Calculated values. Terms of a d⁷ shell in an octahedral (Oh) ligand field, from exact diagonalisation of a parametric model with Racah B = 520 cm⁻¹, C = 2390 cm⁻¹ and 10Dq = 1560 cm⁻¹, without spin-orbit coupling. Energies are relative to the lowest term. Term symbols give spin multiplicity and spatial symmetry, and the last column gives the mean number of electrons in the cubic e pair.

| term symbol | term energy (cm⁻¹) | term e electrons |
| --- | --- | --- |
| 4T1 | 0.0 | 2.15 |
| 4T2 | 1292.3 | 3.00 |
| 4A2 | 2852.3 | 4.00 |
| 4T1 | 8824.7 | 2.85 |
| 2E | 9007.9 | 1.48 |
| 2T2 | 9759.5 | 2.39 |
| 2T1 | 9857.5 | 2.31 |
| 2A1 | 10542.3 | 3.00 |
| 2T1 | 12158.9 | 2.33 |
| 2T1 | 12707.3 | 2.86 |
| 2T2 | 12774.5 | 2.70 |
| 2E | 13237.6 | 3.31 |
| 2T1 | 14023.2 | 3.64 |
| 2E | 14474.6 | 3.29 |
| 2T2 | 14575.1 | 3.23 |
| 2T1 | 20604.8 | 2.87 |
| 2T2 | 20615.7 | 2.75 |
| 2A2 | 20942.3 | 3.00 |
| 2T2 | 32627.0 | 2.94 |
| 2E | 32689.3 | 2.92 |

Two forces arrange these twenty terms of a parametric ligand-field model. Repulsion between the seven d electrons, measured by the Racah parameters $B$ and $C$, sorts the states into free-ion terms of definite spin and orbital momentum. The octahedral field raises the two $e$ orbitals above the three $t_2$ orbitals by $\Delta = 10Dq$ and favours definite occupations. With $\Delta/B = 3$ repulsion sets the coarse pattern. The term energies come in clusters that descend from free-ion terms, and the field splits and mixes them. A term symbol gives the spin multiplicity and then the spatial symmetry, A being singly, E doubly and T triply degenerate. The last column, written $n$ here, is the mean number of electrons in the $e$ pair.

Seven electrons spread evenly over five orbitals put $7 \times 2/5 = 2.8$ into that pair, so the Hamiltonian is

$$H = H_{\rm rep}(B,C) + \Delta\,(\hat n - 2.8).$$

By the Hellmann–Feynman theorem $dE/d\Delta = n - 2.8$, and a term energy measured from the ground term changes at the rate $n - 2.15$. The last column less 2.15 is thus the slope of each line of a Tanabe–Sugano diagram at this one field. The count does not rank the rows: a least-squares straight line of energy against count through all twenty has $R^2 = 0.013$, because repulsion differences of tens of thousands of cm⁻¹ swamp field terms of a few thousand at most.

## The quartets, 0 to 8825 cm⁻¹

The first three rows are the free-ion $^4F$ term, lowest by Hund's rules, and the fourth is $^4P$, which lies $15B = 7800$ cm⁻¹ higher in the free ion. The labels $^4T_2$ and $^4A_2$ occur once each. A state with no partner of the same spin and symmetry cannot mix, so it is at once a pure free-ion state and a pure configuration, $t_2^4e^3$ and $t_2^3e^4$. Their counts are whole, and their gap, $2852.3 - 1292.3 = 1560.0$ cm⁻¹, is $\Delta$ itself.

The label $^4T_1$ occurs twice, once in $t_2^5e^2$ and once in $t_2^4e^3$, and repulsion couples the two. Mixing only rotates the pair, so the counts must add to $2 + 3 = 5$, as 2.15 and 2.85 do. A cubic field neither splits nor shifts a P term in first order, so at zero field $^4P$ has the average count 2.8 and the $^4T_1$ of $^4F$ is left with 2.2. The ground state is therefore already 80 % $t_2^5e^2$ before the field acts, and the operator $\hat n$ connects F and P through $\sqrt{0.8 \times 0.2} = 0.4$. Measured from free-ion $^4F$, the matrix is

$$\begin{pmatrix} -0.6\Delta & 0.4\Delta \\ 0.4\Delta & 15B \end{pmatrix} = \begin{pmatrix} -936 & 624 \\ 624 & 7800 \end{pmatrix}\ \text{cm}^{-1}.$$

Second-order mixing lowers the ground term by $624^2/(7800 + 936) \approx 45$ cm⁻¹, and the exact root gives 44.3. The ground term thus lies $936 + 44.3 = 980.3$ cm⁻¹ below $^4F$, while $^4T_2$ lies $0.2\Delta = 312$ cm⁻¹ above it. The sum is the 1292.3 of the second row. The first gap falls short of $\Delta$ because the ground count starts at 2.2 and not at 2, which gives $0.8\Delta = 1248$ cm⁻¹. The admixture of $^4P$, only 0.5 %, widens the gap a little and moves the $t_2^5e^2$ share from 80 to 85 %. Nothing is fitted here, and these closed forms meet the three excited quartets to the last printed digit.

## A link between the two columns

For the doublets the same reasoning can be carried by one relation. Let a term start at the free-ion energy $E_0$ with zero-field count $n_0$, and let mixing with other free-ion terms add a curvature $b$:

$$E = E_0 + \Delta(n_0 - 2.8) + b\Delta^2 .$$

Differentiation gives $n = n_0 + 2b\Delta$, so the second-order shift is

$$b\Delta^2 = \tfrac12\,\Delta\,(n - n_0).$$

A term pushed down by partners above it loses $e$ electrons, and a term pushed up gains them. The lowest term of a label is always pushed down and the highest always up. The values of $E_0$ are the standard Racah expressions. The values of $n_0$, the free-ion weights and the crossover field quoted below come from setting up the same Hamiltonian again in the 50 determinants with $M_S = 1/2$. That reconstruction returns the table within its rounding, which confirms the assignment of parents and says nothing about nature. The relation itself is the trapezoidal rule applied to the Hellmann–Feynman slope, so it tests only whether $E(\Delta)$ is still a parabola. Counts printed to 0.01 blur it by about 4 cm⁻¹. For the ground term it gives $-39$ cm⁻¹ with the printed count and $780 \times (2.146 - 2.2) = -42$ with the count from the matrix, against $-44$.

## The $^2G$ cluster, 9008 to 10542 cm⁻¹

The top member, $^2A_1$, is again alone in its label. It has the same count as $^4T_2$ and lies $10542.3 - 1292.3 = 9250.0$ cm⁻¹ above it, which is the free-ion distance $4B + 3C$; the two lines run parallel at any field. The other three members are the lowest of their labels, and each is pushed down.

The lowest $^2E$ is the most irregular row of the table. Its zero-field count, 2.83, is ordinary and would place it second from the bottom of the cluster. It lies 1267 cm⁻¹ below that first-order position, and its count has dropped to 1.48, the only one below that of the ground term. The reason lies in the configurations that contain a $^2E$: $t_2^6e^1$, two from $t_2^4e^3$ and one from $t_2^3e^4$, with counts 1, 3, 3 and 4, whose sum of 11 the table reproduces. The configuration $t_2^5e^2$ yields only T terms. A count of 1.48 must then be mostly $t_2^6e^1$, the share lying between $(3 - 1.48)/2 = 76$ % and $(4 - 1.48)/3 = 84$ %.

The wide spread of counts also fixes how strongly the field couples the four terms. The trace of $\hat n^2$ in this block is $1 + 9 + 9 + 16 = 35$. The zero-field counts 2.83, 2.60, 2.71 and 2.86 have squares that add to about 30, and the remaining 4.7 is the sum of the squared off-diagonal elements, shared among six pairs with two equal elements each. The same sum is 2.1 for $^2T_1$, shared among the seven pairs whose parents differ in energy, and 2.7 for $^2T_2$, shared among ten pairs. A small ratio $\Delta/B$ therefore does not make the field weak for every label. The term keeps 73 % $^2G$ character. Splitting its energy with the printed count shows the bargain: a field energy of $1560 \times (1.48 - 2.8) \approx -2060$ cm⁻¹ is bought with about 840 cm⁻¹ of repulsion above the $^2G$ value. The parabola is overstretched here, giving $-1052$ for the shift of $-1267$ cm⁻¹, the largest miss of all rows.

This row is the future low-spin ground term. Its energy above the ground term, continued as a straight line with the present slope of $-0.67$, would reach zero at $\Delta = 1560 + 9007.9/0.67 \approx 15000$ cm⁻¹. The reconstructed Hamiltonian crosses at 11208 cm⁻¹, or $\Delta/B = 21.6$, so the straight line overshoots by a third of that value. Both terms purify as the field grows, to counts of 1.05 and 2.03 at the crossing, and the descent steepens to nearly $-1$. The pure-configuration estimate $4B + 4C = 11640$ cm⁻¹ is only 4 % high. The crossing is a property of fixed $B$ and $C$; in a real complex covalency lowers the repulsion and the bond lengths differ between spin states.

Between these extremes, $^2T_1$ lies above $^2T_2$ with the smaller count, 2.31 against 2.39. It started higher, with $n_0 = 2.90$ against 2.61, and has since been pushed down three times as far, 529 against 181 cm⁻¹, by its 15 % admixture of the next cluster. The order of energies still remembers the zero-field counts, while the printed counts say that the gap is closing.

## The crowded middle, 12159 to 14575 cm⁻¹

Seven rows descend from $^2H$, $^2P$ and the lower $^2D$. With $B$ and $C$ alone, $^2H$ and $^2P$ are degenerate at $9B + 3C = 11850$ cm⁻¹ above $^4F$, and $^2D$ lies at 13132, closer than $\Delta$.

The three $^2T_1$ rows owe their wide range of counts, 2.33 to 3.64, in part to that degeneracy. An isolated $^2P$ would start at 2.8. The zero-field counts are 2.40, 2.55 and 3.45, and none keeps that value, because degenerate parents can mix in even the weakest field and the field itself chooses the combinations. The row at 14023.2, with the largest count of any doublet, is the combination richest in $t_2^3e^4$, and it is placed mostly by first order. Real ions lift this degeneracy through interactions outside a single d shell, so these three counts are tied to the model more than most.

The two $^2E$ rows take up what the lowest $^2E$ gave away. It lost $2.83 - 1.48 = 1.35$ electrons; they gained 0.71 and 0.58, and the top row of the table 0.06. The energy shifts balance in the same way, $+719$, $+499$ and $+48$ against $-1267$ cm⁻¹, since the trace of the block is linear in $\Delta$. The $^2E$ of $^2H$ starts with a low count of 2.60 and ends above the $^2T_2$ of the same parent, which started at 2.93. That $^2T_2$ repels its neighbour from $^2D$: they exchange 13 to 14 % of their character and move by $-264$ and $+372$ cm⁻¹. Averaged over their components, $^2G$ sinks 518 cm⁻¹ below its free-ion place, while $^2H/^2P$ rises by 132 and $^2D$ by 423.

Over the eleven rows of this and the previous cluster the root-mean-square miss in energy is 522 cm⁻¹ at first order and 93 with the link, which has the right sign in each mixed row. Closeness of parents alone does not predict the failures, for $^2G$ lies 2600 cm⁻¹ below $^2H$, well over $\Delta$; coupling relative to distance does. For the counts of these rows the free-ion values are poor, off by 0.56 rms, and the nearest whole number is closer, at 0.31. That is no evidence for pure configurations, because numbers scattered at random miss the nearest integer by $1/\sqrt{12} \approx 0.29$. These states are intermediate, free-ion-like in their main weight and well on the way in their slopes.

## The top five rows

After a gap of some 6000 cm⁻¹ comes $^2F$, at $24B + 3C = 19650$ cm⁻¹ above $^4F$. Its unmixed $^2A_2$ lies $20B = 10400.0$ cm⁻¹ above $^2A_1$. An F term splits in a cubic field in a fixed ratio, and the zero-field offsets from 2.8, namely $-0.1$, $+0.033$ and $+0.2$, are one sixth of those of $^4F$. First order thus puts $^2T_1$ some $1560 \times 0.133 \approx 208$ cm⁻¹ below $^2T_2$. The table has 10.9 cm⁻¹, with the larger count on the lower term.

The energy of the $^2T_1$ row can be worked out from its printed count, with no fitted quantity. First order gives $980.3 + 19650 - 156 = 20474$ cm⁻¹. The count has risen from 2.70 to 2.87, so the link adds $780 \times 0.17 = 133$, and the estimate of 20607 stands 2 cm⁻¹ from the table's 20604.8, within the blur of the printed count. The term is the highest of its label, D terms having no $T_1$ component, so it can only be pushed up. The $^2T_2$ has partners on both sides and moves down by 67 cm⁻¹, its largest admixture being the upper $^2D$. The near-coincidence is two curves about to cross, which different symmetry permits: with slopes differing by 0.12, about $10.9/0.12 \approx 90$ cm⁻¹ more field reverses them.

The upper $^2D$ closes the table. Both components are the highest of their labels, and both rise, $^2T_2$ by 140 and $^2E$ by 48 cm⁻¹. For these five rows and the four quartets the rms miss falls from 72 cm⁻¹ at first order to 3 with the link, though three of the nine are unmixed and exact by construction. Spin-orbit coupling, roughly a few hundred cm⁻¹ in 3d ions as a recalled size, is absent from the model. It would split the ground term and mix close rows, so the gaps of 10.9 and 62.3 cm⁻¹ here, like those of 67.2 and 98.0 lower down, do not foretell a real order of levels.

The field is also far below the rough recalled 8000 to 10000 cm⁻¹ of octahedral Co(II), where the parabola cannot be trusted for the mixed doublets; the closed forms hold at any field. They carry over to the hole partner: octahedral d³ has the same free-ion terms with the sign of $\Delta$ reversed, so $^4F$ is inverted, the unmixed $^4A_2$ is lowest, the first gap between quartets is $\Delta$ exactly, and the F–P mixing moves to the excited $^4T_1$ terms.
